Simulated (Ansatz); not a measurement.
Ligand exchange: SiH2(SiH3)Br + InH(CH3)Cl → SiH2(SiH3)Cl + InH(CH3)Br

Species: SiH2(SiH3)Br, singlet; InH(CH3)Cl, singlet; SiH2(SiH3)Cl, singlet; InH(CH3)Br, singlet. The partners trade Br for Cl: Si–Br and In–Cl bonds give way to Si–Cl and In–Br.

Shapes, held fixed at every level: PBE0-D4/def2-TZVP. Programs: Ansatz 0.2.0. The zero-point and thermal change to 298 K, harmonic and unscaled (PBE0-D4/def2-TZVP), is +0.4 kJ/mol.

Q: Estimate ΔH(298 K) of this reaction.

A: The highest level, CCSD(T)/def2-TZVPP, gives ΔH(298 K) = -16.4 kJ/mol; the levels span -20.2 to -16.0. The column of differences is taken from that level and isn't an error. No measured value is set beside it here. For atoms past krypton def2 sets carry core potentials with scalar relativity. Relativity is left out for Br unless named. Correlated rows may include outer-core shells of Br, In, which these sets cover unevenly.

| level | kind | ΔH(298 K) (kJ/mol) | less CCSD(T)/def2-TZVPP |
| --- | --- | --- | --- |
| HF/def2-TZVPP | Hartree–Fock | -20.2 | -3.8 |
| SPW92/def2-TZVPP | LDA | -16.0 | +0.4 |
| r2SCAN0-D4/def2-TZVPP | global hybrid | -17.1 | -0.7 |
| wB97X-V/def2-TZVPP | range-separated hybrid | -16.5 | -0.1 |
| B2PLYP/def2-TZVPP | double hybrid | -17.4 | -1.0 |
| MP2/def2-SVP | perturbation theory | -16.7 | -0.3 |
| MP2/def2-TZVPP | perturbation theory | -16.6 | -0.2 |
| CCSD(T)/def2-TZVPP | coupled cluster or CI | -16.4 | 0.0 |

The exchange is exothermic at every level, with chlorine preferring silicon and bromine indium. Both halogens bind more weakly on going from chlorine to bromine, so the sign means that this loss is larger at silicon than at indium. The probable reason is size: silicon's compact valence orbitals and short, polar bonds gain more from the smaller chloride, whereas the larger, softer indium centre discriminates less between the halides. Electronegativity alone would not predict this, since silicon and indium differ little in that respect.

Because the number and broad type of bonds are conserved, most errors in the description of each bond cancel. This explains why even LDA, which normally overbinds, falls close to coupled cluster; its agreement here says little about its accuracy for separate bond energies. Hartree–Fock exaggerates the preference, and MP2 recovers nearly all of the correlation correction. The result applies to isolated monomers and need not carry over to condensed phases, where organoindium halides commonly associate through halide bridges.
